Appendix. Secant updates for saddle searches: PSB, SR1 and Bofill mixing at a torsional barrier

A.1 Least-change derivation

Let s be the step, y the gradient change, H the current Hessian and z = y − Hs. An update ΔH must be symmetric and obey the secant condition ΔH s = z. We minimise ½‖ΔH‖² = ½ tr(ΔH²), the Frobenius norm in the working coordinates. Stationarity of ½ tr(ΔH²) − 2μ·(ΔH s − z) under symmetric variations gives ΔH = μsᵀ + sμᵀ. The constraint becomes μ(s·s) + s(μ·s) = z, and its projection on s gives μ·s = (z·s)/(2 s·s). Hence μ = z/(s·s) − (z·s)s/(2(s·s)²) and

ΔH(PSB) = (zsᵀ + szᵀ)/(s·s) − (z·s) ssᵀ/(s·s)²,

the Powell-symmetric-Broyden update. Any other admissible update is ΔH(PSB) + M with M symmetric and Ms = 0. Then tr(ΔH(PSB) M) = 2μᵀMs = 0, the squared norms add, and the minimum is unique.

A symmetric rank-one update σuuᵀ must satisfy σ(u·s)u = z, so for z ≠ 0 u is parallel to z and

ΔH(SR1) = zzᵀ/(z·s),

which exists only for z·s ≠ 0. Neither update enforces positive definiteness, so both can create a negative mode.

A.2 Relation and mixing

Write e = s/|s|, z = |z|(cosθ e + sinθ n) with n a unit vector normal to e, and ρ = |z|/|s|. Then

ΔH = ρ[cosθ eeᵀ + sinθ (enᵀ + neᵀ)] + c nnᵀ,

with c = 0 for PSB and c = ρ sin²θ/cosθ for SR1. The bracket is fixed by the secant condition; c is a guess about a curvature the step did not probe. Bofill (1994) takes w ΔH(SR1) + (1 − w) ΔH(PSB) with w = (z·s)²/((z·z)(s·s)) = cos²θ. The weighted rank-one part is (z·s) zzᵀ/((z·z)(s·s)), finite at z·s = 0, and c = ρ sin²θ cosθ, bounded by 2ρ/(3√3) = 0.385ρ. SR1 is covariant under linear coordinate changes; PSB and w depend on the metric.

A.3 Two-coordinate rotor model

Take the central bond length r (bohr) and the torsion φ (rad), with 1 bohr weighted as 1 rad. For V = ½V₃(1 + cos3φ) the eclipsed saddle is at φ = 0, where mirror symmetry decouples r from φ, and the exact model Hessian is A = diag(k, −b/2) with b = 9V₃. The starting Hessian keeps the staggered curvature +b/2 and a stretch constant too soft by a, so its error is E = A − H = diag(a, −b). On the quadratic surface z = Es and only the direction t = s_r/s_φ matters. With n = (1, −t)/√(1+t²), the updated Hessian is H′ = A − R nnᵀ, where R = nᵀEn − c:

R(PSB) = (a − bt²)/(1+t²)
R(SR1) = a(1+t²)/(1 − t²/t*²), t* = √(b/a)
R(Bofill) = w R(SR1) + (1 − w) R(PSB)

We report the relaxed torsional curvature κ = H′φφ − H′rφ²/H′rr, whose exact value is −b/2.

Inputs are typical values, chosen so that the exact column has a realistic size: V₃ ≈ 2.9, 1.2 and 1.07 kcal/mol and k ≈ 0.28, 0.11 and 0.33 Eh/bohr² (4.4, 1.7 and 5.1 mdyn/Å) for ethane (C–C), disilane (Si–Si, a silicon deposition gas) and methanol (C–O). These give b = 41.6, 17.2 and 15.3 mEh/rad². The assumed stretch error is a = 0.1k, except in the last row. All results are the model's.

Table A1. a in mEh/bohr², t and t* in bohr/rad, κ in mEh/rad².

system     a    t*     t     w        exact   PSB     SR1     Bofill
ethane     28   1.22   0.2   0.89     −20.8   −21.9   −22.1   −22.1
ethane     28   1.22   0.6   0.36     −20.8   −23.4   −36.1   −27.7
ethane     28   1.22   1.2   0.0002   −20.8   −13.2   fails   −13.5
disilane   11   1.25   0.6   0.38     −8.6    −9.6    −14.5   −11.3
methanol   33   0.68   0.6   0.014    −7.7    −13.3   −102    −14.0
ethane     0    none   0.6   0.74     −20.8   −18.0   −20.8   −20.0

In the failing entry SR1 gives H′rr = −635 mEh/bohr², a negative stretch constant, and κ loses its meaning.

A.4 Trends

Step direction. For a nearly torsional step z is almost antiparallel to s, w is near one and the three updates nearly coincide; one step reverses the sign of the torsional curvature. As t approaches t*, the contributions at² and −b to (z·s)/s_φ² cancel, R(SR1) diverges, and w vanishes quadratically, so Bofill joins PSB. The PSB residual changes sign at t = 1/t*, which is why its κ is too negative at t = 0.6 and not negative enough at t = 1.2.

Molecule. Apart from an overall scale, R depends only on t and a/b = 1/t*². Disilane has a lower barrier than ethane and a softer bond in nearly the same proportion: a/b is 0.64 against 0.67, and SR1 overshoots κ by similar factors, 1.69 and 1.74. Methanol combines a stiff bond with a low barrier, a/b = 2.15, so the same step lies just below t* and the factor is 13. PSB stays bounded there but is still off by a factor 1.73, because it leaves nᵀEn, mostly stretch error, untouched, and n has a torsional component. For a < 0 the error matrix is negative definite and z·s cannot vanish.

Rank of the error. For a = 0 the error is rank one, SR1 is exact for any finite t, and w = 1/(1+t²); Bofill then keeps only the fraction 1 − w of the PSB residual. Which parent update is closer thus depends on the structure of E, and in these rows Bofill lies between them.

A.5 Size of neglected terms

For a step of 0.05 rad ending at the saddle, the cosine reduces the mean torsional curvature by the factor sin(0.15)/0.15, or 0.4 %. Bond lengthening Δ on eclipsing, modelled as −kΔq(1 + cos3φ)/2 with q the stretch displacement, contains the cubic term γqφ² with γ = 9kΔ/4. For ethane a typical Δ ≈ 0.03 bohr gives γ = 18.9 mEh/(bohr rad²). The term is homogeneous of degree three, so it shifts (z·s)/s_φ² by 3γ|s_r| in magnitude. At t = 0.6 this is 1.7 against |at² − b| = 31.5 mEh/rad², but at t = 1.2 it is 3.4 against 1.3. Larger at both these t is the cubic stretch anharmonicity −½kαq³, with the Morse parameter α = √(k/2D), D the well depth, typically α ≈ 1 bohr⁻¹ for C–C. It adds 1.5kαs_r² to the stretch gradient change, so it shifts the effective a by 1.5kαs_r and (z·s)/s_φ² by 1.5kαt²s_r, upward if the bond lengthens along the step and downward if it shortens. For ethane at t = 0.2, 0.6 and 1.2 the shift of a is 4.2, 12.6 and 25.2 against 28 mEh/bohr², and that of (z·s)/s_φ² is 0.17, 4.5 and 36 against 40.5, 31.5 and 1.3 mEh/rad². From this term alone (upward and downward shift in turn), the SR1 κ becomes −22.3 or −21.9 at t = 0.2 but −49 or −28 at t = 0.6. At t = 1.2 the near-cancellation disappears: w becomes 0.09 or 0.33 and the PSB κ −19.2 or −7.5. For a = 0.1k the relative shift of a is 15α|s_r| whatever k, 0.45 at t = 0.6, so with a similar α disilane and methanol are affected alike; for methanol (z·s)/s_φ² shifts by 5.3 against |at² − b| = 3.5. In the a = 0 row the term supplies an effective stretch error, and SR1 is no longer exact. The cubic shifts are proportional to the step length, so Table A1 and the factors of A.4 describe the model in the limit of small steps. For a step of 0.05 rad all rows with t ≥ 0.6 are qualitative, and near t* the sign and size of the SR1 term are set by anharmonicity.